HSE06 looks out of place among the hybrid functionals. It mixes in exact exchange at a strength of 25 %, as PBE0 does, yet its band gap for magnesium sulfide is 3.80 eV against 4.53 eV for PBE0. It even falls below DDH-PBE0, which uses a smaller fraction. If the fraction alone set the gap, this order would be impossible, so something else about the exchange must count as well.

Band gaps of MgS (Fm-3m, conventional a = 5.203 Å) at several levels of theory, computed with Ansatz 0.2.0 (plane-wave PAW, no spin polarisation) at the fixed r2SCAN-relaxed structure. The k mesh is 8×8×8 or 6×6×6, depending on the level. DDH-PBE0 uses 1/ε∞ as its exact-exchange fraction; G0W0 is the PBE gap plus a shift at finite bands and cutoff.

```
level of theory  band gap (eV)  least direct gap (eV)
            PBE          2.790                  3.723
         r2SCAN          3.463                  4.642
          HSE06          3.804                  4.827
           PBE0          4.529                  5.528
            LDA          2.560                  3.482
       DDH-PBE0          4.066                  5.047
   Hartree-Fock         10.334                 11.751
        r2SCAN0          4.960                  6.092
 G0W0/PBE 220eV          4.285                    n/a
```

The band gap is the energy between the highest filled and the lowest empty electron state. A level of theory sets it by the way it treats these two kinds of state. An electron in a filled state belongs to the charge cloud that makes the potential, and has to be kept from repelling itself. An electron placed in an empty state meets the whole cloud of the others and has no such self-repulsion to cancel.

Exact exchange knows this difference. It lowers the filled states strongly and the empty ones much less. LDA and PBE replace it by a potential that depends only on the electron density near each point, and this potential acts on every state alike, filled or empty. They therefore leave the two sets of states too close together, and each portion of exact exchange pushes them apart.

How far apart depends on two things: the fraction of exact exchange, and the distance over which it acts. PBE0 applies its quarter at all distances. HSE06 applies it only between electrons that are close together and hands the long-range part back to PBE. The two rows thus differ by the long-range part alone, and its effect can be estimated by hand.

In atomic units, the long-range part of the repulsion between two electrons at a distance r is

w(r) = erf(ωr)/r, with w(0) = 2ω/√π.

Here erf is the error function and ω sets where the long range begins. In HSE06, ω is about 0.11 per bohr, which corresponds to a length of 4.8 Å. Around each electron lies a region from which exchange keeps other electrons of the same spin away, the exchange hole, and it holds exactly one missing electron. In an insulator this hole is compact, so w(r) changes little across it and may be replaced by w(0).

With that replacement, exact exchange lowers every filled state by w(0) and leaves the empty states where they are. The exchange energy is −w(0)/2 per electron, since each pair must be counted only once. A density functional with a correct hole gives the same energy, but its potential is then −w(0)/2 for all states. Two descriptions that agree on the total energy therefore disagree on the gap.

Exchanging one description for the other at a fraction a moves the levels as follows:

filled states: a × [−w(0) + w(0)/2] = −a w(0)/2
empty states: a × [0 + w(0)/2] = +a w(0)/2
opening of the gap: a w(0)

For the step from HSE06 to PBE0, a is 0.25, and one hartree is 27.2 eV:

w(0) = 2 × 0.11/1.77 = 0.124 hartree
a w(0) = 0.25 × 0.124 × 27.2 eV = 0.84 eV

The computed opening is 0.73 eV, or 86 % of this estimate, which takes no gap from the table as input. The calculated band edges also move as the argument says: the filled edge sinks by 0.37 eV and the empty edge rises by 0.36 eV. This even split has a meaning only if both runs measure their levels from the same zero, whereas the opening itself needs no such condition. The direct gap, in which the electron keeps its crystal momentum, opens by nearly the same amount, 0.70 eV.

There is a likely reason why the estimate comes out too large. At the Mg–S distance of 2.60 Å, w(r) is already about 9 % below w(0), so the interaction does weaken somewhat across the hole. The empty states are then no longer left quite where they are, but are lowered a little as well. The mesh of crystal momenta may also contribute, because long-range exchange converges slowly with it; that effect is untested here. The simple picture gives the near symmetry of the shift, and its size to within about a sixth.

DDH-PBE0 shows the other control, the fraction. It takes the fraction as the inverse of the crystal's electronic dielectric constant, the factor by which the electrons weaken a distant charge. A straight line between the PBE and PBE0 gaps places DDH-PBE0 at a fraction of 0.18, and the direct gaps give the same value. The agreement fits a gap that grows almost linearly with the fraction in this range, although a bend common to both gaps would escape the comparison.

This inferred fraction corresponds to a dielectric constant of about 5.5, and the link to screening gives the fraction a physical meaning. When an electron is taken out of the crystal, the remaining electrons shift towards the hole it leaves and weaken its field. Bare exchange leaves this response out, while a fraction below one imitates it. HSE06 sets long-range exact exchange to zero, as though the screening at large distances were complete, which suits a metal better than an insulator.

Hartree-Fock stands at the opposite end, with all of the exchange and no screening. Its gap of 10.33 eV is 7.5 eV above that of PBE. It is the extreme case of the same mechanism and no sensible forecast of the real gap. Its value lies in marking roughly where the road from PBE leads when the fraction goes to one.

If the gap followed a straight mix of the two ends, a hybrid with fraction a would have

gap = gap(semilocal) + a × [gap(Hartree-Fock) − gap(semilocal)],

where semilocal stands for the parent functional, PBE or r2SCAN. For a quarter of exact exchange this puts the PBE0 gap 0.15 eV too high, an error of about 8 % of the step from PBE to PBE0. For r2SCAN0 the excess is 0.22 eV, or about 15 % of its step from r2SCAN. The mix gives the right scale and errs in the same direction both times.

Two causes may contribute to the excess. Hartree-Fock has no correlation functional, whereas PBE0 and r2SCAN0 keep theirs in full, so Hartree-Fock is not quite the end point of either road. The orbitals also readjust as the fraction grows, which can bend the line. The gaps alone do not separate these two effects, nor do they show the sign of each.

The r2SCAN pair looks irregular at first, because the same quarter of exact exchange buys less there. The gap grows by 1.50 eV from r2SCAN to r2SCAN0, but by 1.74 eV from PBE to PBE0. Most of the reason lies in the starting point. r2SCAN already has a gap 0.67 eV wider than PBE, so the exchange that is taken out was doing part of the work of the exchange that is put in. In the straight mix this accounts for 0.17 eV of the 0.24 eV between the two steps; the rest reflects the larger misfit of the mix for r2SCAN0.

Theory offers a reason for this head start. r2SCAN uses the kinetic energy density of the orbitals besides the electron density and its gradient. Its potential is therefore no longer the same simple function of position for every state, and it can treat filled and empty orbitals differently. This recovers a part of what exact exchange does, without computing exact exchange.

The head start is not a uniform lift of the empty states. From PBE to r2SCAN the direct gap widens by 0.92 eV, clearly more than the band gap. In both calculations the highest filled state lies at the centre of the Brillouin zone, Γ, and the lowest empty state at the centre of one of its faces, X, while the least direct gap is at Γ. The empty state at Γ thus rises more than the one at X. A possible cause is that the two orbitals differ in shape and so feel the kinetic-energy term differently, but this has not been tested.

LDA closes the lower end of the series, 0.23 eV below PBE. It depends on the density alone, while PBE also uses the density gradient. In this crystal, adding the gradient widens the gap only a little. The potential is still one and the same function of position for all states, so changing it can shift the filled states against the empty ones only because the two kinds have their weight in different places. All these gaps belong to one fixed crystal structure; LDA would by itself prefer a smaller cell and PBE a larger one, so neither gap is that of the method's own equilibrium structure.

G0W0 approaches the problem from the side of screening. It computes the response of the electrons instead of choosing a fraction, and adds the resulting shift to the PBE gap. The result, 4.29 eV, lies between DDH-PBE0 and PBE0. Its place just below PBE0 is not secure, however. Such settings fall short of the converged gap by 6 to 9 % in the median over many crystals, and a shortfall of that size here would put the converged value at about 4.6 to 4.7 eV, slightly above PBE0.

The same reasoning carries over to neighbouring crystals. In magnesium oxide the electrons are held more tightly and screen less, with a dielectric constant of roughly 3. The dielectric-dependent fraction then rises to about a third, and DDH-PBE0 should lie above PBE0 instead of below it. The distance from HSE06 to PBE0 should change far less, because to leading order it depends on ω and the mixing fraction and not on the material, as long as the exchange hole stays compact.

For someone who screens materials by their gap, the level of theory is part of the number. Between LDA and r2SCAN0 the gap of this one crystal nearly doubles while no atom moves. Gaps from different levels should therefore not be placed in one ranking, and two hybrids with the same quoted fraction are comparable only if their exchange also has the same range and they share a parent functional: PBE0 and r2SCAN0 differ by 0.43 eV. Where strong light absorption matters, the direct gap is the more relevant column, although the attraction between the excited electron and the hole it leaves puts the onset somewhat below that gap.
